# Solution key: overlap expansion and the induced 1–3 hopping in the allyl radical

**Model and conventions.** The basis is three normalised, parallel carbon $2p_\pi$ orbitals $\phi_1,\phi_2,\phi_3$, with atom 2 central, so that all overlaps are positive: $S_{12}=S_{23}=s$, $S_{13}=t$. The one-electron matrix has $H_{ii}=\alpha$ and the Wolfsberg–Helmholz form $H_{ij}=K\alpha S_{ij}$. Inputs, all typical or approximate: $\alpha=-11.4$ eV, $K=1.75$, Slater exponent $\zeta=1.625\ a_0^{-1}$, $R_{12}=1.39$ Å, CCC angle $124^\circ$. Required: $\beta'_{13}=H'_{13}$, where $H'=S^{-1/2}HS^{-1/2}$ (Löwdin basis).

## (a) General result

With $S=1+D$, the binomial series is $S^{-1/2}=1-\tfrac12D+\tfrac38D^2-\dots$. Multiplying out and collecting powers of $D$,

$$H'=H-\tfrac12(DH+HD)+\tfrac38(D^2H+HD^2)+\tfrac14DHD-\dots$$

The series converges when the spectral radius $\rho(D)$ is below 1 and in general diverges above 1, although $S^{-1/2}$ exists for any positive definite $S$. For a homonuclear pair with overlap $S$ the levels are $E_\pm=(\alpha\pm\beta)/(1\pm S)$, and the Löwdin orbitals keep the symmetry, so $E_\pm=\alpha'\pm\beta'$ and

$$\alpha'=\frac{\alpha-S\beta}{1-S^2},\qquad \beta'=\frac{\beta-S\alpha}{1-S^2}.$$

Since $S^{-1/2}(\alpha S)S^{-1/2}=\alpha\,1$, the series may be applied to $H-\alpha S$ instead. Its truncations are then independent of the zero of energy.

## (b) Estimate by hand

Take $s\approx\tfrac14$, $\alpha\approx-11$ eV, $K-1=\tfrac34$, and ignore direct contact of the distant terminal atoms. Measured from $\alpha$, neighbours are coupled by $\gamma=\beta-\alpha s=(K-1)\alpha s\approx-2.06\approx-2$ eV. To become orthogonal to the centre, each terminal orbital acquires a tail there: $\phi_1'\approx\phi_1-\tfrac s2\phi_2$ and $\phi_3'\approx\phi_3-\tfrac s2\phi_2$. Each tail couples to the other terminal atom through $\gamma$, so

$$\beta'_{13}\approx2\left(-\tfrac s2\right)\gamma=-s\gamma\approx0.5\ \text{eV}.$$

The sign is positive, opposite to an ordinary $\pi$ hopping.

*Marking note.* Stopping at first order in $D$ with the unshifted $H$ gives $-s\beta\approx1.2$ eV (from $\beta=K\alpha s\approx-4.8$ eV). This is wrong: the second-order terms contribute $(\tfrac34+\tfrac14)\alpha s^2$, which is of the same order because $\beta\propto s$, and $-s\beta+\alpha s^2=-s\gamma$.

## (c) Careful calculation

**Overlaps.** For two Slater $2p_\pi$ orbitals with $p=\zeta R$,

$$S(p)=e^{-p}\left(1+p+\tfrac25p^2+\tfrac1{15}p^3\right).$$

$R_{13}=2R_{12}\sin62^\circ=2.455$ Å, $p_{12}=4.268$, $p_{13}=7.538$, hence $s=0.2484$ and $t=0.03186$. These rounded values are used below; $s^2=0.06170$.

**Closed form.** $H-\alpha S=\kappa D$ with $\kappa=(K-1)\alpha=-8.55$ eV. As $D$ commutes with $S$,

$$H'=\alpha+\kappa D(1+D)^{-1}=\alpha+\kappa\,(1-S^{-1}).$$

Cofactors give $\det S=(1-t)(1+t-2s^2)=0.8795$, $(S^{-1})_{13}=(s^2-t)/\det S$ and $(S^{-1})_{12}=-s/(1+t-2s^2)$. Therefore

$$\beta'_{13}=-\kappa\,\frac{s^2-t}{(1-t)(1+t-2s^2)}=\frac{8.55\times0.02984}{0.8795}\ \text{eV}=\mathbf{0.290\ eV},$$

$$\beta'_{12}=\frac{\kappa s}{1+t-2s^2}=-2.34\ \text{eV}.$$

An isolated pair at the same distance has $\kappa s/(1-s^2)=-2.26$ eV, so the nearest-neighbour hopping also depends on its environment.

**Two- and three-centre parts.** Atoms 1 and 3 alone would have, by the pair formula, $\kappa t/(1-t^2)=-0.273$ eV. Subtracting this from $\beta'_{13}$ leaves the part induced by atom 2:

$$\beta'_{13,\text{ind}}=-\frac{\kappa s^2}{(1+t)(1+t-2s^2)}=0.563\ \text{eV}.$$

**Series.** The eigenvalues of $D$ are $-t$ and $\tfrac12\left(t\pm\sqrt{t^2+8s^2}\right)$, so $\rho=0.368$ and the series converges. On $\kappa D$ it reads $\kappa(D-D^2+D^3-D^4+\dots)$; the terms written in (a) reach $D^3$.

| term | $(D^n)_{13}$ | contribution / eV | partial sum / eV |
|---|---|---|---|
| $\kappa D$ | $t$ | $-0.272$ | $-0.272$ |
| $-\kappa D^2$ | $s^2$ | $0.528$ | $0.255$ |
| $\kappa D^3$ | $2s^2t+t^3$ | $-0.034$ | $0.221$ |
| $-\kappa D^4$ | $2s^4+3s^2t^2$ | $0.067$ | $0.288$ |

Partial sums are formed before rounding. The $D^4$ term exceeds the $D^3$ term because odd powers connect atoms 1 and 3 only through $t$.

**Check on the singly occupied level.** The shift of the terminal site is $\alpha'_1-\alpha=\kappa\left[1-(1-s^2)/\det S\right]=0.571$ eV. The combination $\phi'_1-\phi'_3$ lies at $\alpha'_1-\beta'_{13}=\alpha+0.281$ eV, equal to the direct result $(\alpha-H_{13})/(1-t)=\alpha-\kappa t/(1-t)$. This contains no $s$: the induced hopping and the induced site shift cancel for this level, so a model must keep both or neither.

## (d) Why the two differ

The estimate exceeds the careful value by a factor of 1.7.

| step | expression after the step | change / eV | running value / eV |
|---|---|---|---|
| estimate | $-s\gamma$, rounded | | $0.500$ |
| unrounded inputs | $-\kappa s^2$ | $0.028$ | $0.528$ |
| all orders in $s$ at $t=0$ | $-\kappa s^2/(1-2s^2)$ | $0.074$ | $0.602$ |
| $t$ in the induced part | $\beta'_{13,\text{ind}}$ | $-0.039$ | $0.563$ |
| direct pair term | $\beta'_{13}$ | $-0.273$ | $0.290$ |

1. The mechanism in (b) is sound. The induced part is only 13 % above the estimate, because repeated 2–1–2 and 2–3–2 excursions, which multiply the leading term by $1/(1-2s^2)=1.14$, are partly undone by the paths that use $t$.
2. The discrepancy comes from the direct term. The estimate dropped $t$ because $t\ll s$, but the numerator is $s^2-t$: a one-step path competes with a two-step path, and $t/s^2=0.52$. The direct coupling is bonding (negative) and the induced one positive, so about half cancels.
3. With $S(p)=e^{-p}P(p)$, the ratio is $t/s^2=e^{2p_{12}-p_{13}}\,P(p_{13})/P(p_{12})^2=2.72\times0.190=0.52$. Bending raises it, from $P(2p_{12})/P(p_{12})^2=0.25$ for a straight chain to 0.52. The polynomial prefactor lowers it, by a factor of about 5 from the value 2.72 that a bare $e^{-p}$ would give at this geometry; this keeps $t<s^2$, so the cancellation is incomplete and $\beta'_{13}>0$. For a pure exponential $e^{-\lambda R}$ and a straight chain, $t=s^2$ and $\beta'_{13}$ would vanish identically; the value here measures the departure from that cancellation.

**Precision.** The three decimals serve the bookkeeping within the model. The assumption of one $K$ for both distances is not derived, and it omits the attraction of the 1–3 overlap density to core 2 as a separate term. A change $\delta$ in $H_{13}$ alters $\beta'_{13}$ by $(X_{11}^2+X_{13}^2)\,\delta=1.05\,\delta$, with $X=S^{-1/2}$. Shifting $K$ by 0.25 for the 1–3 pair alone gives $|\delta|=0.09$ eV and moves $\beta'_{13}$ by 0.10 eV, a third of its value. The supportable answer is $\beta'_{13}\approx0.3$ eV, the remainder of an induced $0.6$ eV and a direct $-0.3$ eV.